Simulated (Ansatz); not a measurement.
Abstraction of H: SnH3(SeH) + C2H5OS → SnH2(SeH) + C2H6OS

Species: SnH3(SeH), singlet; C2H5OS `[CH2]S(C)=O`, doublet; SnH2(SeH), doublet; C2H6OS `CS(C)=O`, singlet. A radical takes H: the energy is the difference in strength between the Sn–H bond broken and the C–H bond made.

Shapes, held fixed at every level: PBE0-D4/def2-TZVP. Flexible molecules stand in one conformer, not always the lowest. Programs: Ansatz 0.2.0. The zero-point and thermal change to 298 K, harmonic and unscaled (PBE0-D4/def2-TZVP), is +14.6 kJ/mol.

| level | kind | ΔH(298 K) (kJ/mol) | less CCSD(T)/def2-TZVPP |
| --- | --- | --- | --- |
| HF/def2-TZVPP | Hartree–Fock | -94.9 | +20.5 |
| PBE-D4/def2-TZVPP | GGA | -121.8 | -6.4 |
| B3LYP-D4/def2-TZVPP | global hybrid | -120.5 | -5.1 |
| wB97X-V/def2-TZVPP | range-separated hybrid | -112.7 | +2.7 |
| CCSD(T)/def2-SVP | coupled cluster or CI | -126.6 | -11.2 |
| CCSD/def2-SVP | coupled cluster or CI | -124.9 | -9.5 |
| CCSD/def2-TZVPP | coupled cluster or CI | -113.7 | +1.7 |
| CCSD(T)/def2-TZVPP | coupled cluster or CI | -115.4 | 0.0 |

The highest level, CCSD(T)/def2-TZVPP, gives ΔH(298 K) = -115.4 kJ/mol; the levels span -126.6 to -94.9. The column of differences is taken from that level and isn't an error. No measured value is set beside it here. Open shells run unrestricted. For atoms past krypton def2 sets carry core potentials with scalar relativity. Relativity is left out for Se. Outer-core shells of Se, Sn are correlated in most correlated rows, in sets that cover them unevenly.

Hydrogen transfer from tin to carbon is clearly exothermic at every level, with -115.4 kJ/mol at the highest, so the C–H bond formed in dimethyl sulfoxide is much stronger than the Sn–H bond given up. Tin's diffuse valence orbitals overlap poorly with the hydrogen orbital, whereas carbon's compact ones form a short, strong bond. The sulfinyl group stabilises the neighbouring carbon radical only modestly, so most of this advantage survives. The positive thermal correction fits the same picture, as the stiffer C–H bond carries more zero-point energy.

Hartree–Fock gives the least exothermic value, probably because it misses more correlation energy in the compact C–H pair than in the diffuse Sn–H pair. Perturbative triples matter little, while enlarging the basis from def2-SVP to def2-TZVPP shifts the coupled-cluster result far more, which suggests that basis incompleteness is the larger remaining concern. The reaction enthalpy establishes neither a low barrier nor a preference for attack at Sn–H over the competing Se–H bond.
